# Margin comments on the sudden vector projection model: Cl + CHD₃, stretch versus translation

**1. What is to be derived.** Jiang and Guo (2013) rank reactant modes by $\gamma_i=|\mathbf Q_i\cdot\mathbf Q_{RC}|$. Here $\mathbf Q_{RC}$ is the imaginary-frequency eigenvector at the saddle point, and $\mathbf Q_i$ is a mode vector of the *separated* reactants, brought into the frame of the saddle geometry. Modes of the saddle Hessian itself would be orthogonal to $\mathbf Q_{RC}$ and give zero. Three premises are needed.

- P1. The nuclei move classically on one adiabatic surface with a first-order saddle at $\mathbf X^\ddagger$.
- P2. Near the saddle the potential is quadratic.
- P3 (sudden hand-over). The system enters that region at $\mathbf X=\mathbf X_0+\sum_i q_i\mathbf Q_i$ with momentum $\mathbf P=\sum_i p_i\mathbf Q_i$. The $(q_i,p_i)$ are distributed as in the free reactants, and $\mathbf X_0$ is the same for every initial state.

Conventions: $\mathbf X$ collects $\sqrt{m_a}\,\mathbf x_a$; all $\mathbf Q$ are unit vectors; $\mathbf Q_{RC}$ points to products; the translation vector $\mathbf Q_T$ points along approach. The signed overlap is $g_i=\mathbf Q_i\cdot\mathbf Q_{RC}$, so $\gamma_i=|g_i|$.

**2. Why mass weighting is not optional.** In these coordinates $T=\tfrac12\mathbf P\cdot\mathbf P$. The ordinary dot product is then the metric of the kinetic energy, and orthogonal components carry additive shares of $T$. In internal coordinates $\mathbf r$ one has $T=\tfrac12\dot{\mathbf r}^{\mathsf T}G^{-1}\dot{\mathbf r}$ with the Wilson matrix $G$, and the same overlap reads $g_i=\mathbf L_i^{\mathsf T}G^{-1}\mathbf L_{RC}$ for displacements normalised in that metric. A plain dot product of bond displacements is a different quantity. It also follows that $\gamma_i$ changes on isotopic substitution although the surface does not.

**3. The sum rule, and which vectors it needs.** The mass-weighted Hessian of the separated reactants is real and symmetric, so its $3N$ eigenvectors can be chosen orthonormal, $\sum_i\mathbf Q_i\mathbf Q_i^{\mathsf T}=\mathbb 1$. Then

$$\sum_{i=1}^{3N}\gamma_i^2=\mathbf Q_{RC}^{\mathsf T}\Big(\sum_i\mathbf Q_i\mathbf Q_i^{\mathsf T}\Big)\mathbf Q_{RC}=1.\tag{1}$$

The set includes the zero-frequency vectors. For Cl + CHD₃ the 18 vectors are 9 vibrations, 3 molecular rotations, 3 relative translations and 3 overall translations. The last three are null vectors of the saddle Hessian too, hence orthogonal to $\mathbf Q_{RC}$. The other zero-frequency vectors are not, in general, so vibrations plus radial translation give only $\sum\gamma_i^2\le1$. Within a degenerate level single $\gamma_i$ depend on the basis chosen, and only the sum of $\gamma_i^2$ over the level is invariant. The values also depend on how the reactant frame is oriented. The natural choice minimises the mass-weighted distance between the molecule and its counterpart in the saddle structure.

The radial vector comes from a unit decrease of the distance between atom A and the centre of mass of the molecule (mass $m_{\rm mol}$, total mass $M$) at fixed overall centre of mass. With $\hat{\mathbf n}$ pointing from A to the molecule, A moves by $(m_{\rm mol}/M)\hat{\mathbf n}$ and each atom of the molecule by $-(m_A/M)\hat{\mathbf n}$. The squared mass-weighted length is $m_Am_{\rm mol}^2/M^2+m_{\rm mol}m_A^2/M^2=\mu$, the reduced mass, so $\mathbf Q_T$ is this displacement, mass-weighted and divided by $\sqrt\mu$.

**4. Symmetry shortens the sum.** For H abstraction the saddle Cl···H···CD₃ has $C_{3v}$ symmetry and the transfer along the axis is of species $a_1$. An overlap between different species vanishes. This removes the three $e$ vibrations, the rotations ($a_2+e$) and the sideways translations ($e$). What remains is

$$\gamma_T^2+\gamma_1^2+\gamma_2^2+\gamma_3^2=1,\tag{2}$$

with $\nu_1$ the C–H stretch, $\nu_2$ the symmetric CD₃ stretch and $\nu_3$ the umbrella mode.

**5. What decides reaction.** By P2 the coordinate $s=(\mathbf X-\mathbf X^\ddagger)\cdot\mathbf Q_{RC}$ separates from the others and obeys $\dot s=p_s$, $\dot p_s=\omega_\ddagger^2s$. The combinations $p_s\pm\omega_\ddagger s$ therefore vary as $e^{\pm\omega_\ddagger t}$, and

$$s(t)=\frac{\eta\,e^{\omega_\ddagger t}-(p_s-\omega_\ddagger s)_0\,e^{-\omega_\ddagger t}}{2\omega_\ddagger},\qquad \eta=(p_s+\omega_\ddagger s)_0 .$$

The trajectory ends in products exactly when $\eta>0$. Projecting P3 on $\mathbf Q_{RC}$, with $s_0=(\mathbf X_0-\mathbf X^\ddagger)\cdot\mathbf Q_{RC}<0$, gives

$$\eta=-\omega_\ddagger|s_0|+\sum_i g_i\,(p_i+\omega_\ddagger q_i).\tag{3}$$

A mode enters the criterion only through $g_i$. This is the content of the model. The translational displacement is part of $\mathbf X_0$, because it fixes the instant of hand-over, so $q_T=0$.

**6. Where the absolute value comes from.** A free vibration of energy $E_i$ has $p_i=\sqrt{2E_i}\cos\phi$ and $q_i=(\sqrt{2E_i}/\omega_i)\sin\phi$ with uniform phase $\phi$. Its term in (3) is a sinusoid in $\phi$ of amplitude

$$A_i=\gamma_i\sqrt{2E_i\,(1+\omega_\ddagger^2/\omega_i^2)} .\tag{4}$$

Reversing the sign of $g_i$ shifts $\phi$ by $\pi$ and changes nothing, which justifies $|g_i|$. If this mode acts alone, the reactive fraction of phases is $\pi^{-1}\arccos(\omega_\ddagger|s_0|/A_i)$ for $A_i>\omega_\ddagger|s_0|$ and zero below. It rises monotonically with $\gamma_i$ but is not proportional to it, so the model yields a ranking and no efficacy ratio. Translation has no random phase: $p_T=+\sqrt{2E_T}$, and its term $g_T\sqrt{2E_T}$ helps only if $g_T>0$. For translation the absolute value discards information.

**7. The fraction $\gamma_i^2$.** If only mode $i$ moves, $p_s=g_ip_i$ and $\tfrac12p_s^2=\gamma_i^2\cdot\tfrac12p_i^2$ at every instant. This is a share of the *kinetic* energy. With several modes $\tfrac12p_s^2=\tfrac12(\sum_ig_ip_i)^2$ has cross terms, which vanish on averaging because the phases are independent and $\langle p_i\rangle=0$ for a vibration. Since $\langle\cos^2\phi\rangle=\tfrac12$,

$$\langle\tfrac12p_s^2\rangle=\gamma_T^2E_T+\tfrac12\sum_{\rm vib}\gamma_i^2E_i .\tag{5}$$

At equal added energy the comparison is $\gamma_i^2/2$ against $\gamma_T^2$ on average, and $\gamma_i^2$ against $\gamma_T^2$ at the best phase. A harmonic eigenstate has $\langle p_i\rangle=0$ and $\langle p_i^2\rangle=\hbar\omega_i(v+\tfrac12)=E_i$, so (5) also holds for quantum averages.

**8. Collinear A + BC: the axes.** Let $r_1=r_{AB}$, $r_2=r_{BC}$, $m_{BC}=m_B+m_C$ and $\kappa=m_C/m_{BC}$. The centre of mass of BC lies $\kappa r_2$ beyond B, so the Jacobi distance is $r_1+\kappa r_2$. The coordinates

$$Q_1=\sqrt\mu\,(r_1+\kappa r_2),\qquad Q_2=\sqrt{\mu_{BC}}\,r_2,$$

with $\mu=m_Am_{BC}/M$ and $\mu_{BC}=m_Bm_C/m_{BC}$, give $T=\tfrac12(\dot Q_1^2+\dot Q_2^2)$. The reactant modes are the axes, $\mathbf Q_T=(-1,0)$ and $\mathbf Q_V=(0,1)$. The exit valley has $r_1$ fixed and $r_2$ growing. It makes the skew angle $\beta$ with the $Q_1$ axis:

$$\tan^2\beta=\frac{\mu_{BC}}{\mu\kappa^2}=\frac{m_BM}{m_Am_C}.$$

**9. Collinear A + BC: the overlaps.** Let $\mathbf Q_{RC}$ correspond to $\delta r_1:\delta r_2=-1:\rho$ with $\rho>0$, and let $\theta$ be its angle from $\mathbf Q_T$. Then $g_T=\cos\theta$ and $\gamma_V=\sin\theta$, which satisfy (1). The components are $-\delta Q_1=\sqrt\mu\,(1-\kappa\rho)$ and $\delta Q_2=\sqrt{\mu_{BC}}\,\rho=\sqrt\mu\,\kappa\rho\tan\beta$, so

$$\cot\theta=\cot\beta\left(\frac1{\kappa\rho}-1\right).\tag{6}$$

Barrier location enters through $\rho$, the masses through $\beta$ and $\kappa$. As $\rho$ runs from 0 to $\infty$, $\theta$ runs from 0 to $\pi-\beta$.

- Early barrier, $\rho\to0$: $g_T\to1$ and $\gamma_V\to0$. Translation wins for $\kappa\rho<1/(1+\tan\beta)$, which is the first Polanyi rule.
- Symmetric case, $m_A=m_C$ and $\rho=1$: here $\cos\beta=\kappa$, and (6) gives $\cot\theta=\tan(\beta/2)$. Thus $g_T=\sin(\beta/2)$ and $\gamma_V=\cos(\beta/2)$, and vibration wins for any masses because $\beta<90^\circ$. For H + H₂, $\beta=60^\circ$, $g_T=0.50$ and $\gamma_V=0.87$.
- Late barrier, $\rho\to\infty$: $\gamma_V\to\sin\beta$ and $g_T\to-\cos\beta$.

The unsigned condition $\gamma_V>\gamma_T$ is $|1/(\kappa\rho)-1|<\tan\beta$. For $\beta>45^\circ$, that is $m_BM>m_Am_C$, it holds for all $\kappa\rho>1/(1+\tan\beta)$, and the second Polanyi rule follows. For $\beta<45^\circ$ it fails again above $\kappa\rho=1/(1-\tan\beta)$. There $g_T$ is large but negative, and by (3) approach momentum drives the system back. With the sign kept, vibration is favoured whenever $\theta>45^\circ$, for all masses.

**10. $\rho$ is an eigenvector slope, not a valley slope.** With force constants $F$ in $(r_1,r_2)$ the equations of motion are $\ddot{\mathbf r}=-GF\mathbf r$, where $G_{11}=m_A^{-1}+m_B^{-1}$, $G_{22}=m_B^{-1}+m_C^{-1}$ and $G_{12}=-m_B^{-1}$. The first row of $GF\mathbf L=\lambda_-\mathbf L$, with $\mathbf L=(-1,\rho)$ and $\lambda_-=-\omega_\ddagger^2$, gives

$$\rho=\frac{(GF)_{11}-\lambda_-}{(GF)_{12}}.\tag{7}$$

The soft principal axis of $F$ alone, of slope $\rho_0$, is independent of mass, whereas $\rho$ is not. A light B atom dominates $G$ and pulls the unstable motion towards $\delta r_1\approx-\delta r_2$.

**11. Kinematics of Cl + H–CD₃.** Treat CD₃ as one particle: $m_A=34.969$, $m_B=1.008$ and $m_C=12+3(2.014)=18.042$ u. Then $M=54.019$ u, $\kappa=0.9471$, $\mu=12.332$ u, $\mu_{BC}=0.9547$ u, $\tan\beta=0.2938$ and $\beta=16.4^\circ$. The stretch has the larger unsigned overlap only for $0.82<\rho<1.50$, and $g_T$ vanishes at $\rho=1/\kappa=1.056$. The late limit would be $\gamma_V=0.28$, $g_T=-0.96$.

**12. A model saddle.** Take approximate distances $r_{\rm HCl}=1.44$ Å and $r_{\rm CH}=1.40$ Å at the saddle, and 1.27 and 1.09 Å in the free molecules. Define bond orders $n=e^{-\Delta r/b}$. The value $b=0.33$ Å is chosen so that they add nearly to one: $n_1=0.60$ and $n_2=0.39$. On the curve $n_1+n_2=\text{const}$, $dr_j=-b\,dn_j/n_j$ gives the slope $\rho_0=n_1/n_2\approx1.5$, a late barrier. Assume that the tangent $\mathbf t\propto(-1,\rho_0)$ and the normal $\mathbf n\propto(\rho_0,1)$ are the principal axes of $F$:

$$F=\frac{F_t}{1+\rho_0^2}\begin{pmatrix}1&-\rho_0\\-\rho_0&\rho_0^2\end{pmatrix}+\frac{F_n}{1+\rho_0^2}\begin{pmatrix}\rho_0^2&\rho_0\\\rho_0&1\end{pmatrix}.$$

The inputs $F_t=-0.40$ and $F_n=3.0$ mdyn/Å were chosen so that, at $\rho_0=1.5$, the frequencies fall near values typical of this saddle, about $1000i$ cm⁻¹ and 500 to 600 cm⁻¹. They give $F_{11}=1.954$, $F_{22}=0.646$ and $F_{12}=1.569$ mdyn/Å. With $G_{11}=1.0207$, $G_{22}=1.0475$ and $G_{12}=-0.9921$ u⁻¹, one finds $(GF)_{11}=0.4374$, $(GF)_{12}=0.9606$, $\lambda_-=-0.6097$ and $\lambda_+=0.1672$ mdyn Å⁻¹ u⁻¹. The conversion $\tilde\nu=1302.8\sqrt\lambda$ cm⁻¹ yields $1017i$ and 533 cm⁻¹. Equation (7) gives $\rho=1.090$, and (6) gives $\cot\theta=-0.107$, $\theta=96.1^\circ$. The table repeats the calculation at fixed $F_t$ and $F_n$ for an earlier and a later barrier.

| $\rho_0$ | $\rho$ | $\tilde\nu_\ddagger$/cm⁻¹ | $g_T$ | $\gamma_V$ | $\gamma_V^2/2\gamma_T^2$ |
|---|---|---|---|---|---|
| 1.0 | 1.012 | $1173i$ | 0.15 | 0.99 | 22 |
| 1.5 | 1.090 | $1017i$ | −0.11 | 0.99 | 44 |
| 2.0 | 1.222 | $758i$ | −0.42 | 0.91 | 2.3 |

The large $\gamma_V$ is robust and mostly kinematic: the unstable motion is the hydrogen moving between two slow partners. The small $g_T$ is not robust, even in sign. Inserting the valley slope 1.5 directly into (6) would have given $g_T=-0.71$ and $\gamma_V=0.70$.

**13. The neglected umbrella mode rivals translation.** Add a mass-weighted coordinate $y$ with potential $\tfrac12\omega_y^2y^2-\sigma\omega_y^2\,yQ_2$, so that its static minimum lies at $y=\sigma Q_2$. The $y$ row of the eigenvalue problem at $-\omega_\ddagger^2$ gives

$$\frac{\gamma_3}{\gamma_V}=\sigma\,\frac{\omega_y^2}{\omega_y^2+\omega_\ddagger^2}.\tag{8}$$

Eliminating $y$ only lowers the $Q_2Q_2$ element of the Hessian by $\sigma^2\omega_y^4/(\omega_y^2+\omega_\ddagger^2)$. If the Hessian of comment 12 is read as already containing this shift, $\cot\theta$ is unchanged. To estimate $\sigma$, let the H–C–D angle $\varphi$ fall by $19.5^\circ$ linearly in $n_2$, so that $|d\varphi/dr_2|=19.5^\circ\times n_2/b=0.41$ rad/Å at $n_2=0.4$. At fixed $r_{\rm CD}$ the C–D₃ axial motion has reduced mass $3m_Dm_{\rm C}/(m_{\rm C}+3m_D)$, with $m_{\rm C}=12$ u here the carbon atom, and the radial motion has mass $3m_D$. Weighting them by $\sin^2\varphi$ and $\cos^2\varphi$ at an approximate $\varphi=101^\circ$ gives $m_u=4.1$ u. Then $\sigma=\sqrt{m_u/\mu_{BC}}\;r_{\rm CD}\,|d\varphi/dr_2|=0.9$ for $r_{\rm CD}=1.09$ Å. An approximate $\tilde\nu_y=900$ cm⁻¹ makes the frequency factor 0.44 and the ratio (8) equal to 0.4. Renormalising, $\gamma_1\approx0.9$, $\gamma_3\approx0.4$ and $\gamma_T\approx0.1$. One figure is all this estimate supports. The C–D bonds barely change in the reaction, and $\gamma_2$ has been set to zero.

**14. Range of validity.** "Sudden" has two meanings. The weak one is that the collision is shorter than intramolecular energy flow, so that the label $i$ survives up to the barrier. It holds for direct reactions of small molecules in low states. It fails when a deep entrance well traps the system, where statistical theory takes over, and for strongly mixed states such as the Fermi-resonant C–H overtones of CHD₃. The strong meaning is P3: the Hessian must change from its reactant to its saddle form before the modes can follow. Otherwise each action follows its instantaneous eigenvector, and the stretch acts by softening, which lowers the vibrationally adiabatic barrier of the excited state.

Take an approximate $\tilde\nu_1=2990$ cm⁻¹, or 8.55 kcal/mol. At this collision energy the relative speed $\sqrt{2E_T/\mu}$ is 0.024 Å/fs. An interaction length of 1 Å takes 42 fs, or 3.7 stretch periods of 11.2 fs, so $\omega_1\tau=23$ and the approach is adiabatic for the stretch. Only the last step comes near the sudden regime, with $1/\omega_\ddagger=5.2$ fs against $1/\omega_1=1.8$ fs. The projection is a guide to that step and not a controlled limit. Further limits are these.

- P3 takes $s_0$ as common to all states. This is weakest for translation, whose energy decides how far up the entrance valley the system climbs, a role that $g_T$ does not register.
- P2 makes the model first order. A mode with $\gamma_i=0$, such as an $e$ bend, can still act through anharmonic coupling or by widening the range of reactive approach angles.
- P1 omits tunnelling, resonances, and the other surfaces that correlate with Cl(²P).
- One saddle describes one channel. D abstraction needs its own $\mathbf Q_{RC}$.

**15. The number, and how to read it.** For $\rho_0=1.5$ in the two-mode model $\gamma_V^2=0.989$ and $\gamma_T^2=0.011$. Adding 8.55 kcal/mol raises the mean kinetic energy along $\mathbf Q_{RC}$, by (5), by 4.2 kcal/mol if it is one C–H quantum and by 0.10 kcal/mol if it is translation, in the latter case with the unfavourable sign. The displacement factor $\sqrt{1+\omega_\ddagger^2/\omega_1^2}$ in (4) is only 1.06. The model's ratio is 44, and comment 13 leaves it unchanged. It is not a ratio of cross sections. As typical knowledge, equal energy in the C–H stretch and in translation promotes this reaction to a comparable degree, within a small factor, with translation at least as effective near threshold and the stretch ahead at higher energy. Read as an efficacy ratio, the model's value overshoots in favour of the stretch by more than an order of magnitude, in the direction expected from the missing role of translation in reaching the saddle. What the calculation supports is the ordering of the overlaps at the saddle, $\gamma_1\approx0.9>\gamma_3\approx0.4>\gamma_T\approx0.1$ in this model.